**Kohn sum rule for bare ionic phonons: working notes**

I want the sum of the squared phonon frequencies of the bare ion lattice, before the electrons screen anything. These are the "bare" phonons of coupling models for simple metals.

## 1. Premises and conventions

1. Identical point ions of charge $+Ze$ and mass $M$ sit near the sites $\mathbf R$ of a three-dimensional Bravais lattice with $n$ sites per volume.
2. A uniform background of charge density $-nZe$ makes the system neutral. It is rigid: it neither moves nor polarises.
3. Forces are electrostatic, and I keep the energy to second order in the displacements $\mathbf u_l$.

Units are Gaussian; for SI replace $e^2$ by $e^2/4\pi\varepsilon_0$. Fourier transforms are $\tilde f(\mathbf k)=\int d^3r\,f(\mathbf r)e^{-i\mathbf k\cdot\mathbf r}$, and $\mathbf G$ runs over the reciprocal lattice. The ionic plasma frequency is defined by

$$\Omega_p^2=\frac{4\pi nZ^2e^2}{M}.$$

The Coulomb force constants fall as $R^{-3}$, so their lattice sums converge only conditionally. I therefore replace $1/r$ everywhere by $e^{-\kappa r}/r$, take the crystal infinite, and let $\kappa\to0$ last. Two sums are at stake. The field gradient at a site of the undistorted crystal converges absolutely if each ion is grouped with the background in its Wigner–Seitz cell: that unit is neutral, has no dipole by inversion symmetry, and its field gradient falls at least as $R^{-5}$. The sum weighted with $\cos\mathbf q\cdot\mathbf R$ converges by oscillation when $\mathbf q\neq\mathbf G$, and $\kappa\to0$ picks its bulk value for a sample much larger than the wavelength. The point $\mathbf q=\mathbf G$ needs separate care (Section 6).

## 2. Dynamical matrix

The pair energy is $v(r)=Z^2e^2e^{-\kappa r}/r$. The energy of one ion in the background is $-n\int d^3r\,v=-4\pi nZ^2e^2/\kappa^2$, independent of position, so at finite $\kappa$ the background exerts no force. The position-dependent energy is

$$U=\tfrac12\sum_{l\ne l'}v(\mathbf R_l-\mathbf R_{l'}+\mathbf u_l-\mathbf u_{l'}).$$

The first-order force on an ion is $-\sum_{\mathbf R\neq0}\nabla v(\mathbf R)$, which vanishes because $\mathbf R$ and $-\mathbf R$ cancel. With $v_{\alpha\beta}=\partial_\alpha\partial_\beta v$ the second-order term is

$$U_2=\tfrac14\sum_{l\ne l'}v_{\alpha\beta}(\mathbf R_l-\mathbf R_{l'})(u_l-u_{l'})_\alpha(u_l-u_{l'})_\beta .$$

In $\partial U_2/\partial u_{l\alpha}$ each pair occurs twice in the double sum and the quadratic form gives another factor 2, so

$$M\ddot u_{l\alpha}=-\sum_{l'\neq l}v_{\alpha\beta}(\mathbf R_l-\mathbf R_{l'})(u_l-u_{l'})_\beta .$$

I insert $\mathbf u_l=\mathbf e\,e^{i\mathbf q\cdot\mathbf R_l-i\omega t}$. Since $v_{\alpha\beta}$ is even in $\mathbf R$, the sine part drops, and $\omega^2e_\alpha=D_{\alpha\beta}e_\beta$ with

$$D_{\alpha\beta}(\mathbf q)=\frac1M\sum_{\mathbf R\ne0}(1-\cos\mathbf q\cdot\mathbf R)\,v_{\alpha\beta}(\mathbf R).\tag{1}$$

The sum converges absolutely for $\kappa>0$. $D$ is a real symmetric $3\times3$ matrix, so its eigenvalues $\omega_\nu^2$ are real and $\sum_\nu\omega_\nu^2=\mathrm{Tr}\,D$.

## 3. Two tools

*Poisson summation.* For smooth, rapidly decaying $f$, the function $\sum_{\mathbf R}f(\mathbf r+\mathbf R)e^{-i\mathbf q\cdot(\mathbf r+\mathbf R)}$ is lattice periodic in $\mathbf r$. Its Fourier coefficient at $\mathbf G$ is $n$ times an integral over one cell, which the sum over $\mathbf R$ unfolds to all space, giving $n\tilde f(\mathbf q+\mathbf G)$. At $\mathbf r=0$,

$$\sum_{\mathbf R}f(\mathbf R)e^{-i\mathbf q\cdot\mathbf R}=n\sum_{\mathbf G}\tilde f(\mathbf q+\mathbf G).\tag{2}$$

*Ewald split.* The transform of $e^{-\kappa r}/r$ is $4\pi/(k^2+\kappa^2)=4\pi\int_0^\infty dt\,e^{-t(k^2+\kappa^2)}$. I cut the integral at $T=1/4\eta^2$, with $\eta$ arbitrary, and write $e^{-\kappa r}/r=\ell_\kappa+s_\kappa$. The piece $t>T$ has the transform

$$\tilde\ell_\kappa(k)=\frac{4\pi e^{-T(k^2+\kappa^2)}}{k^2+\kappa^2},$$

so $\ell_\kappa(r)$ is smooth at $r=0$ and decays like $e^{-\kappa r}$, and (2) applies to it. For the piece $t<T$ I invert the Gaussian, $e^{-tk^2}\to(4\pi t)^{-3/2}e^{-r^2/4t}$:

$$s_\kappa(r)=4\pi\int_0^Tdt\,e^{-t\kappa^2}(4\pi t)^{-3/2}e^{-r^2/4t}.$$

At $\kappa=0$ the substitution $\sigma=r/2\sqrt t$ gives $s_0=(2/\sqrt\pi\,r)\int_{\eta r}^\infty e^{-\sigma^2}d\sigma=\mathrm{erfc}(\eta r)/r$, and $0<s_\kappa\le s_0$.

## 4. The trace

For $r\ne0$, $\nabla^2v=r^{-1}(rv)''=\kappa^2v$. The trace of (1) is then

$$\frac{\mathrm{Tr}\,D}{\Omega_p^2}=\frac{\kappa^2}{4\pi n}\sum_{\mathbf R\ne0}(1-\cos\mathbf q\cdot\mathbf R)\frac{e^{-\kappa R}}{R}.\tag{3}$$

The prefactor vanishes as $\kappa\to0$ while the sum diverges, so I split it. In the $\ell_\kappa$ part the $\mathbf R=0$ term can be added freely, because $1-\cos0=0$ and $\ell_\kappa(0)$ is finite. Using (2) once at $\mathbf q=0$ and once at $\mathbf q$,

$$\frac{\mathrm{Tr}\,D}{\Omega_p^2}=\kappa^2\sum_{\mathbf G}\left[\frac{e^{-T(G^2+\kappa^2)}}{G^2+\kappa^2}-\frac{e^{-T(|\mathbf q+\mathbf G|^2+\kappa^2)}}{|\mathbf q+\mathbf G|^2+\kappa^2}\right]+\frac{\kappa^2}{4\pi n}\sum_{\mathbf R\ne0}(1-\cos\mathbf q\cdot\mathbf R)s_\kappa(R).\tag{4}$$

Now $\kappa\to0$ at fixed $\mathbf q\neq\mathbf G$. The last sum is bounded by $2\sum s_0(R)$, which is finite, so that term is $O(\kappa^2)$. In the bracket every denominator stays away from zero except $G^2+\kappa^2$ at $\mathbf G=0$, and the Gaussians bound the sums, so all other terms are $O(\kappa^2)$ together. The exceptional term is $e^{-T\kappa^2}\to1$. Hence

$$\boxed{\;\sum_{\nu=1}^3\omega_\nu^2(\mathbf q)=\Omega_p^2=\frac{4\pi nZ^2e^2}{M},\qquad\mathbf q\ne\mathbf G\;}\tag{5}$$

The lattice type never entered.

The electrostatic reading is short. The cosine term of (1) holds the force constants between different ions, and their trace is $\nabla^2(1/r)=0$ away from the source. All $\mathbf q$ dependence sits there, so the trace has none. The "1" term is the curvature of the potential energy $Ze\,\phi$ of one ion moved alone. At its site the only other charge is the background, so $\nabla^2\phi=+4\pi nZe$ and the trace of the curvature is $4\pi nZ^2e^2=M\Omega_p^2$. In the regulated scheme the background is silent and the same amount comes from the distant ions, $\kappa^2n\int v\,d^3r$.

## 5. The full matrix, and the trace a second time

The frequencies need the matrix itself. In (1) the transform of $\partial_\alpha\partial_\beta\ell_\kappa$ is $-k_\alpha k_\beta\tilde\ell_\kappa$. The $\mathbf G=0$ term of the $\mathbf q$-independent sum is $0\cdot\tilde\ell_\kappa(0)=0$ for each $\kappa>0$, and this is how neutrality shows up. All other terms have a limit, with Gaussian bounds, so at $\kappa=0$

$$\frac{D_{\alpha\beta}}{\Omega_p^2}=\underbrace{\sum_{\mathbf G}F_{\alpha\beta}(\mathbf q+\mathbf G)}_{A}-\underbrace{\sum_{\mathbf G\ne0}F_{\alpha\beta}(\mathbf G)}_{B}+\underbrace{\frac1{4\pi n}\sum_{\mathbf R\ne0}(1-\cos\mathbf q\cdot\mathbf R)H_{\alpha\beta}(\mathbf R)}_{C},\tag{6}$$

with $F_{\alpha\beta}(\mathbf k)=\hat k_\alpha\hat k_\beta e^{-Tk^2}$ and $H_{\alpha\beta}=\partial_\alpha\partial_\beta s_0$. For a radial function $H_{\alpha\beta}=(s_0'/r)\delta_{\alpha\beta}+(s_0''-s_0'/r)\hat r_\alpha\hat r_\beta$. With $g=(2\eta/\sqrt\pi)e^{-\eta^2r^2}$ one has $\frac{d}{dr}\mathrm{erfc}(\eta r)=-g$ and $g'=-2\eta^2rg$. Therefore $s_0'/r=-P$ and $s_0''=2P+2\eta^2g$, and

$$H_{\alpha\beta}=-P\delta_{\alpha\beta}+Q\hat r_\alpha\hat r_\beta,\qquad P=\frac{\mathrm{erfc}(\eta r)}{r^3}+\frac g{r^2},\qquad Q=3P+2\eta^2g.$$

The traces are $\mathrm{Tr}F=e^{-Tk^2}$ and $\mathrm{Tr}H=2\eta^2g=4\pi\,\eta^3\pi^{-3/2}e^{-\eta^2r^2}$. The normalised Gaussian $\eta^3\pi^{-3/2}e^{-\eta^2r^2}$ has the transform $e^{-Tk^2}$, so (2) gives $\mathrm{Tr}\,C=\sum_{\mathbf G}e^{-TG^2}-\sum_{\mathbf G}e^{-T|\mathbf q+\mathbf G|^2}$. The second sum cancels $\mathrm{Tr}\,A$. The first cancels $\mathrm{Tr}\,B$ except for its $\mathbf G=0$ term, which is 1. So $\mathrm{Tr}\,D=\Omega_p^2$ for any $\eta$, as in (5).

## 6. Long wavelengths

I expand (6) for small $q$. The $\mathbf G=0$ term of $A$ is $\hat q_\alpha\hat q_\beta(1-Tq^2+\dots)$. The other terms of $A$ are analytic at $\mathbf q=0$: their zeroth order cancels $B$, and odd orders cancel between $\mathbf G$ and $-\mathbf G$. $C$ starts at $\tfrac12(\mathbf q\cdot\mathbf R)^2$. Thus $D/\Omega_p^2=\hat q\hat q+K+O(q^4)$ with

$$K_{\alpha\beta}=-Tq_\alpha q_\beta+\tfrac12\sum_{\mathbf G\ne0}(\mathbf q\cdot\nabla)^2F_{\alpha\beta}(\mathbf G)+\frac1{8\pi n}\sum_{\mathbf R\neq0}(\mathbf q\cdot\mathbf R)^2H_{\alpha\beta}(\mathbf R).$$

The leading matrix $\hat q\hat q$ is a projector with eigenvalue 1 along $\hat{\mathbf q}$ and 0 twice across it. The gap is 1 and $K=O(q^2)$, so perturbation theory in $K$ gives three statements.

- One mode has $\omega_L^2=\Omega_p^2[1+\hat q\cdot K\cdot\hat q+O(q^4)]$, with polarisation along $\hat{\mathbf q}$ up to $O(q^2)$, in any direction of any Bravais lattice. It exhausts the sum as $q\to0$.
- The other two have $\omega^2=c_{1,2}^2q^2+O(q^4)$, where $c^2_{1,2}q^2/\Omega_p^2$ are the eigenvalues of $K$ projected on the plane normal to $\mathbf q$. Mixing with the longitudinal mode enters at $O(q^4)$.
- Equation (5) holds order by order, so $\mathrm{Tr}K=0$ and
$$\omega_L^2=\Omega_p^2-(c_1^2+c_2^2)q^2+O(q^4).\tag{7}$$
In a stable lattice the plasma branch bends downward, by exactly what the transverse branches gain.

For a unit vector $\mathbf e\perp\mathbf q$ write $e\cdot F\cdot e=(\mathbf e\cdot\mathbf k)^2h(k^2)$ with $h(S)=e^{-TS}/S$. The derivative along $\mathbf q$ acts on $h$ only: $(\mathbf q\cdot\nabla)^2h=2q^2h'+4(\mathbf q\cdot\mathbf k)^2h''$. With $y=TS$, $h'=-e^{-y}(1+y)/S^2$ and $h''=e^{-y}(y^2+2y+2)/S^3$. Where symmetry makes $\mathbf e$ an eigenvector,

$$\frac{c^2}{\Omega_p^2}=\sum_{\mathbf G\ne0}\frac{e^{-y}}{G^2}(\mathbf e\cdot\hat{\mathbf G})^2\left[2(\hat{\mathbf q}\cdot\hat{\mathbf G})^2(y^2+2y+2)-(1+y)\right]+\frac1{8\pi n}\sum_{\mathbf R\ne0}(\hat{\mathbf q}\cdot\mathbf R)^2\left[Q(\mathbf e\cdot\hat{\mathbf R})^2-P\right],\tag{8}$$

with $y=TG^2$.

At $\mathbf q=0$ itself the limits do not commute. Equation (1) gives $D(0)=0$ for each $\kappa>0$. For $q$ and $\kappa$ both small against $\eta$ and $G$, the two $\mathbf G=0$ terms of (4) give $1-\kappa^2/(q^2+\kappa^2)=q^2/(q^2+\kappa^2)$, which is 1 or 0 depending on the order. For Coulomb forces $D\to\Omega_p^2\hat q\hat q$ depends on the direction of approach, while its trace does not. In a finite ellipsoidal sample whose ions shift rigidly against the fixed background, the polarisation $nZe\,\mathbf u$ is uniform, the field inside is $-4\pi N_i\,nZe\,u_i$, and $\omega_i^2=N_i\Omega_p^2$. The depolarisation factors obey $\sum_iN_i=1$, so the total is again $\Omega_p^2$, shared out according to the shape.

## 7. Consequences

- If the lattice is stable (all $\omega_\nu^2\ge0$), no frequency exceeds $\Omega_p$. The rule itself does not need stability; it then adds eigenvalues of either sign.
- The mean square frequency over all modes of the zone is $\langle\omega^2\rangle=\Omega_p^2/3$. In a cubic crystal this is also the Einstein frequency squared: the zone average removes the cosine in (1), and cubic symmetry makes the remainder a multiple of the unit matrix.
- With $\eta\propto1/a$, the right side of (6) depends on $\mathbf qa$ alone. Under uniform dilation every frequency scales as $\Omega_p\propto V^{-1/2}$, so every bare mode has the Grüneisen parameter $-d\ln\omega/d\ln V=\tfrac12$.

## 8. Range of validity

*Force law.* The proof uses $\nabla^2(1/r)=0$, hence unretarded Coulomb forces and displacements in all three directions.

*Point ions.* Rigid spherical ions of net charge $Ze$ that do not overlap interact as points, and $\nabla^2\phi$ of the uniform background is the same throughout the core, so (5) survives. Overlap or core polarisation breaks it. For Gaussian-smeared ions interacting through $\mathrm{erf}(\eta r)/r$, the term $C$ is absent, and the trace falls short of $\Omega_p^2$ by $\Omega_p^2\,\mathrm{Tr}\,C$, the overlap sum.

*Basis.* With ions $(Z_s,M_s)$ and $n_c$ cells per volume, the reading in Section 4 applies to each diagonal block: the trace of block $s$ is $4\pi e^2Z_sn_c\sum_{s'}Z_{s'}/M_s$. The sum over all branches is $4\pi e^2n_c(\sum_{s'}Z_{s'})(\sum_sZ_s/M_s)$. For $p$ identical ions per cell this is $p\,\Omega_p^2$, and one mode no longer exhausts it.

*Harmonic order.* The trace property of the force constants holds in any configuration without coinciding ions, but (5) is a statement on harmonic eigenvalues and does not fix anharmonically shifted peak positions.

*Rigid background.* This premise fails in a metal. Conduction electrons follow the ions, and their response adds a negative term to the trace that is of the order of $\Omega_p^2$ itself. In the Thomas–Fermi model of point ions the screened pair energy is exactly $v(r)$ with $\kappa=k_{TF}$, $k_{TF}^2=4k_F/\pi a_0$, $k_F=(3\pi^2Zn)^{1/3}$. The trace is then (3) at finite $\kappa$: it depends on $\mathbf q$, vanishes at $q\to0$, and the longitudinal branch is acoustic. Its size is given below. So (5) is exact for the ionic part of $D$, and a check on any code that computes this part, but it is no rule for observed phonons.

## 9. Illustration: fcc Al, $Z=3$

Inputs: an approximate lattice constant $a=4.05$ Å and mass $M=26.98$ u; $e^2=14.40$ eV Å. Then $n=4/a^3=0.0602$ Å$^{-3}$ and

$$\Omega_p=1.87\times10^{14}\ \mathrm{s^{-1}},\qquad\Omega_p/2\pi=29.8\ \mathrm{THz},\qquad\hbar\Omega_p=123\ \mathrm{meV},$$

with $\hbar\langle\omega^2\rangle^{1/2}=\hbar\Omega_p/\sqrt3=71.2$ meV. Since $\Omega_p\propto a^{-3/2}$, the compiled expansion coefficient $23.1\times10^{-6}$/K at 293 K (Kaye and Laby Online) lowers $\Omega_p$ by 0.35 % per 100 K, so three figures are the limit.

For the sums I measure lengths in $a/2$. Then $\mathbf R=(h,k,l)$ with even sum, $n=\tfrac12$, and $\mathbf G=\pi\mathbf m$ with the integers $m_i$ all even or all odd. The choice $\eta^2=\pi/2$ makes both Gaussians equal in form, $e^{-\pi R^2/2}$ and $e^{-\pi m^2/2}$.

**X point**, $\mathbf q=\pi(1,0,0)$. Tetragonal symmetry makes $D$ diagonal with $D_{yy}=D_{zz}$. In $A$ the vectors $(\mathbf q+\mathbf G)/\pi$ are (odd, even, even) or (even, odd, odd). The pair $(\pm1,0,0)$ gives $2e^{-\pi/2}=0.4158$ to $A_{xx}$, and the four $(0,\pm1,\pm1)$ give $2e^{-\pi}=0.0864$ to $A_{yy}$. $B$ is isotropic, one third of $\sum_{\mathbf G\neq0}e^{-\pi m^2/2}$. In $C$ the factor $1-\cos\pi h$ is 2 for odd $h$ and 0 otherwise, which selects 8 of the 12 nearest neighbours. At $R^2=2$, $P=0.03487$ and $Q=0.2966$; the averages of $\hat x^2$ and $\hat y^2$ over the eight are $\tfrac12$ and $\tfrac14$, and the weight is $16/2\pi=8/\pi$. This shell gives $(8/\pi)(Q/2-P)=0.2888$ and $(8/\pi)(Q/4-P)=0.1000$. With all shells:

| | $A$ | $B$ | $C$ | $\omega^2/\Omega_p^2$ | $\omega/2\pi$ (THz) |
|---|---|---|---|---|---|
| L ($xx$) | 0.4168 | 0.0277 | 0.2891 | 0.6782 | 24.5 |
| T ($yy$, $zz$) | 0.0878 | 0.0277 | 0.1008 | 0.1609 | 12.0 |

The sum is $0.6782+2(0.1609)=1.0000$. At the zone boundary the transverse pair has taken about a third of the total.

**Long waves.** I write $c^2=\gamma\,\Omega_p^2(a/2)^2$ and define an effective shear constant by $C=nMc^2=16\pi\gamma Z^2e^2/a^4$, using $n=4/a^3$; here $Z^2e^2/a^4=77.2$ GPa. Defined through the sound velocity, $C$ already contains the effect of the stress under which the bare lattice is held. In a cubic crystal $nMc^2$ is $C_{44}$ for $\mathbf q\parallel[100]$ and $C'=(C_{11}-C_{12})/2$ for $\mathbf q\parallel[110]$, $\mathbf e\parallel[1\bar10]$. Equation (8) gives:

| mode | $\mathbf G$ sum | $\mathbf R$ sum | $\gamma$ | $C\,a^4/Z^2e^2$ | $C$ (GPa) |
|---|---|---|---|---|---|
| $C_{44}$ | 0.01284 | 0.02489 | 0.03773 | 1.897 | 146 |
| $C'$ | −0.00019 | 0.00440 | 0.00421 | 0.2116 | 16.3 |

By (7), $\omega_L^2=\Omega_p^2[1-0.0755\,(qa/2)^2]$ along [100] at small $q$.

**Size of the neglected screening.** Here $k_F=1.75$ Å$^{-1}$ and $k_{TF}=2.05$ Å$^{-1}$, which exceeds $q_X=2\pi/a=1.55$ Å$^{-1}$. With $\kappa a/2=4.15$, equation (3) gives $\mathrm{Tr}\,D(X)=0.09\,\Omega_p^2$: in this crude model the electrons remove about nine tenths of the bare sum even at X.

**Against aluminium.** All numbers above are the model's. The compiled room-temperature constants (Blaschke) are $C_{11}=106.75$, $C_{12}=60.41$, $C_{44}=28.34$ GPa, so $C'=23.17$ GPa. The bare $C_{44}$ is 5.2 times the measured one and the bare $C'$ is 0.70 of it. The finite $C_{11}$ means an acoustic longitudinal branch, where the bare model has $\omega_L\to\Omega_p$. The compiled Debye temperature of 428 K (Wikipedia, temperature not stated) corresponds to 36.9 meV. A Debye spectrum, with density of modes $\propto\omega^2$ up to $\omega_D$, has $\langle\omega^2\rangle=\tfrac35\omega_D^2$, an rms energy of 28.6 meV. This is only a rough guide to the second moment of the true spectrum. It puts the bare $\langle\omega^2\rangle$ too high by a factor 6.2, that is, the zone-averaged sum over branches near $0.16\,\Omega_p^2$. As typical knowledge, the X-point modes of Al lie near 10 THz (L) and 6 THz (T), so the bare 24.5 and 12.0 THz overshoot by a factor of two to two and a half. The model's $\hbar\Omega_p=123$ meV is the ionic term from which the electronic screening term has to be subtracted, and most of it cancels.